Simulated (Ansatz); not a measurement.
Ligand exchange: C3H6ClGa + C3H8 → C3H7Ga + C3H7Cl

Gas-phase species: C3H6ClGa `C=C[CH2][GaH][Cl]`, singlet; C3H8 (propane) `CCC`, singlet; C3H7Ga `C=C[CH2][GaH2]`, singlet; C3H7Cl (1-chloropropane) `CCCCl`, singlet. The partners trade Cl for H: Ga–Cl and C–H bonds give way to Ga–H and C–Cl.

Shapes, held fixed at every level: PBE0-D4/def2-TZVP. Flexible molecules stand in one conformer, not always the lowest. Programs: Ansatz 0.2.0. The zero-point and thermal change to 298 K, harmonic and unscaled (PBE0-D4/def2-TZVP), is -8.8 kJ/mol.

```tsv
level	kind	ΔH(298 K) (kJ/mol)	less CCSD(T)/def2-TZVPP
HF/def2-SVP	Hartree–Fock	+218.4	+41.1
r2SCAN-D4/def2-TZVPP	meta-GGA	+174.0	-3.3
wB97X-V/def2-TZVPP	range-separated hybrid	+177.3	0.0
MP2/def2-SVP	perturbation theory	+192.0	+14.7
MP2/def2-TZVPP	perturbation theory	+177.2	-0.1
CCSD(T)/def2-SVP	coupled cluster or CI	+191.4	+14.1
CCSD(T)/def2-TZVPP	coupled cluster or CI	+177.3	0.0
```

The highest level, CCSD(T)/def2-TZVPP, gives ΔH(298 K) = +177.3 kJ/mol; the levels span +174.0 to +218.4. The column of differences is taken from that level and isn't an error. No measured value is set beside it here. Relativity is left out for Ga. Outer-core shells of Ga are correlated, in sets that cover them unevenly.

Exchanging chlorine on gallium for hydrogen from propane is strongly endothermic at every level, with +177.3 kJ/mol at the highest. The polar Ga–Cl bond joins an electropositive metal to an electronegative halogen, probably with some chlorine lone-pair donation into gallium's formally empty p orbital. Ga–H lacks both advantages, and the less polar C–Cl bond doesn't make up for the loss of Ga–Cl and a strong C–H bond. In reverse, the gallium hydride is thermodynamically able to reduce the alkyl chloride. With two molecules on each side, entropy is unlikely to overturn this preference near room temperature.

Hartree–Fock exaggerates the cost even against the correlated methods in the same small basis, so its +41.1 kJ/mol offset isn't purely a basis effect. MP2 follows CCSD(T) closely in both basis sets, and both fall markedly on enlargement, which suggests that basis quality matters more here than correlation beyond second order. Their close agreement in the larger basis therefore doesn't establish convergence to the basis-set limit.
